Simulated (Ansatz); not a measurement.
**Strength of the Ge–C bond: C3H5FGe → C2H2FGe + CH3**

Species: C3H5FGe `C#[C][GeH]([CH3])[F]`, singlet; C2H2FGe `C#[C][GeH][F]`, doublet; CH3 (methyl radical) `[CH3]`, doublet. 

Shapes, held fixed at every level: PBE0-D4/def2-TZVP. Programs: Ansatz 0.2.0. The zero-point and thermal change to 298 K, harmonic and unscaled (PBE0-D4/def2-TZVP), is -16.5 kJ/mol.

Estimate ΔH(298 K) of this reaction.

The highest level, CCSD(T)/def2-TZVPP, gives ΔH(298 K) = +351.8 kJ/mol; the levels span +242.4 to +373.1. The column of differences is taken from that level and isn't an error. Hartree–Fock misses the correlation of the pair that is broken and comes out low. No measured value is set beside it here. Open shells run unrestricted unless RO is named. Relativity is left out for Ge unless named. Correlated rows may include outer-core shells of Ge, which these sets cover unevenly.

| level | kind | ΔH(298 K) (kJ/mol) | less CCSD(T)/def2-TZVPP |
| --- | --- | --- | --- |
| HF/def2-SVP | Hartree–Fock | +250.1 | -101.7 |
| HF/def2-TZVPP | Hartree–Fock | +242.4 | -109.4 |
| B2PLYP/def2-TZVPP | double hybrid | +334.8 | -17.0 |
| MP2/def2-TZVPP | perturbation theory | +373.1 | +21.3 |
| CCSD(T)/def2-SVP | coupled cluster or CI | +339.4 | -12.4 |
| CCSD/def2-TZVPP | coupled cluster or CI | +343.8 | -8.0 |
| CCSD(T)/def2-TZVPP | coupled cluster or CI | +351.8 | 0.0 |

Breaking the Ge–CH3 bond costs +351.8 kJ/mol at the highest level, as expected for a strong, largely covalent σ bond polarised towards carbon. Neither fragment gains much by separating: methyl flattens to a planar radical, while the germyl centre typically stays pyramidal, its unpaired electron in an orbital with considerable s character, and the ethynyl group probably offers it only modest delocalisation.

Electron correlation supplies a large part of the bond enthalpy, and connected triples still add to it, since CCSD gives +343.8 kJ/mol. MP2 lies above both coupled-cluster values in the same basis, probably because it treats pair correlations without their mutual coupling. Enlarging the basis lowers the Hartree–Fock result but raises the CCSD(T) one, so the correlation contribution grows by more than the total shows. This suggests that the basis-set limit lies somewhat above the best value here. Without a parent methylgermane for comparison, the separate effects of fluorine and ethynyl on the bond strength remain undetermined.
